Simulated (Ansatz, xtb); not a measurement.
## Two isomers of C5H6F3+

We compare a, `C=C[C+](C)C(F)(F)F`, a singlet, with b, `C=C[CH+]CC(F)(F)F`, a singlet. Both are isolated ions in the gas phase, relaxed with r2SCAN-D4/def2-SVP; each stands in its lowest conformer found.

a (Å):

```xyz
14

C    -1.9251   -1.5199   -0.3678
C    -0.8399   -0.9240    0.2302
C    -0.3730    0.3649   -0.0992
C     0.7740    0.9683    0.5495
C    -1.0811    1.1986   -1.1850
F    -2.3495    1.3903   -0.8222
F    -1.0452    0.5278   -2.3365
F    -0.4911    2.3711   -1.3448
H    -2.2343   -2.5259   -0.0625
H    -2.5138   -1.0337   -1.1524
H    -0.2938   -1.4659    1.0100
H     1.2431    0.3382    1.3132
H     1.5091    1.2778   -0.2255
H     0.4770    1.9552    0.9677
```

b (Å):

```yaml
atoms:
  - { symbol: C, position_ang: [3.1555, -0.1859, 1.4063] }
  - { symbol: C, position_ang: [1.9519, -0.6629, 1.8706] }
  - { symbol: C, position_ang: [1.0547, -1.2451, 0.9677] }
  - { symbol: C, position_ang: [-0.2410, -1.8065, 1.3204] }
  - { symbol: C, position_ang: [-1.3169, -1.5252, 0.2518] }
  - { symbol: F, position_ang: [-2.4418, -2.1404, 0.5669] }
  - { symbol: F, position_ang: [-0.8904, -1.9533, -0.9410] }
  - { symbol: F, position_ang: [-1.5337, -0.2105, 0.1764] }
  - { symbol: H, position_ang: [3.4235, -0.2560, 0.3450] }
  - { symbol: H, position_ang: [3.8829, 0.2823, 2.0794] }
  - { symbol: H, position_ang: [1.6900, -0.5839, 2.9319] }
  - { symbol: H, position_ang: [1.3458, -1.3041, -0.0931] }
  - { symbol: H, position_ang: [-0.1039, -2.9140, 1.3083] }
  - { symbol: H, position_ang: [-0.5938, -1.5262, 2.3244] }
```

Q: Which of the two would you expect CCSD(T)/def2-SVP + ΔMP2/def2-TZVPP electronic energies to favour?

A: Structure b; the calculation gives E(b) − E(a) = −0.208 eV.

How the difference moves with the method:

```tsv
level	geometry	E(b) − E(a) (eV)	departure from the last row (eV)	job, with rough time for the two
GFN2-xTB	GFN2-xTB	−0.024	+0.185	optimisation, 0.14 s
HF/STO-3G	GFN2-xTB	−0.181	+0.027	single point, 0.36 s
r2SCAN-D4/def2-SVP//GFN2-xTB	GFN2-xTB	−0.075	+0.134	single point, 3.7 s
r2SCAN-D4/def2-SVP	r2SCAN-D4/def2-SVP	−0.073	+0.135	optimisation, 35 s
HF/def2-SVP	r2SCAN-D4/def2-SVP	−0.370	−0.162	part of the CCSD(T) run
MP2/def2-SVP	r2SCAN-D4/def2-SVP	−0.188	+0.020	part of the CCSD(T) run
CCSD(T)/def2-SVP	r2SCAN-D4/def2-SVP	−0.197	+0.012	single point
CCSD(T)/def2-SVP + ΔMP2/def2-TZVPP	r2SCAN-D4/def2-SVP	−0.208		single point, 1.8 min
```

As drawn, both hold the same kinds of bond in the same numbers. Structure a has 1 methyl group, b 0.

The levels shown agree on the order. The largest departure from CCSD(T)/def2-SVP + ΔMP2/def2-TZVPP is that of GFN2-xTB, 0.185 eV. The last row adds to CCSD(T) the change of the MP2 difference between the two basis sets, here −0.012 eV.

With thermal terms from frequencies at re-optimised GFN2-xTB minima (ideal gas, soft modes damped towards free rotors, one conformer each, 298.15 K, 1 atm): the zero-point term adds +0.021 eV; ΔH is −0.193 and ΔG −0.200 eV.

The correlated steps freeze 8 core orbitals. Codes used: Ansatz 0.2.0, xtb 6.7.1; the last row on 4 threads of Arm Neoverse V1 on a shared host.

Isomer b is favoured because a methylene group separates its CF3 from the allyl cation, whereas in a the CF3 sits directly on a terminal carbon that carries much of the positive charge. The strongly electron-withdrawing CF3 destabilises that centre through its inductive and field effects, which weaken with distance. The extra alkyl substitution in a, with hyperconjugation from its methyl group, evidently doesn't make up for this. The usual preference for the more substituted carbocation is therefore overturned by the position of the fluorinated group, not by loss of allylic conjugation, which both ions keep.

Correlation reduces the Hartree–Fock preference for b substantially, probably because Hartree–Fock exaggerates the C–F bond polarity and with it the penalty in a. The close agreement of HF/STO-3G with the best value is then best read as error cancellation. Thermal terms barely alter the balance, so the preference is essentially electronic. It is a thermodynamic one, and says nothing about how readily a would rearrange to b.
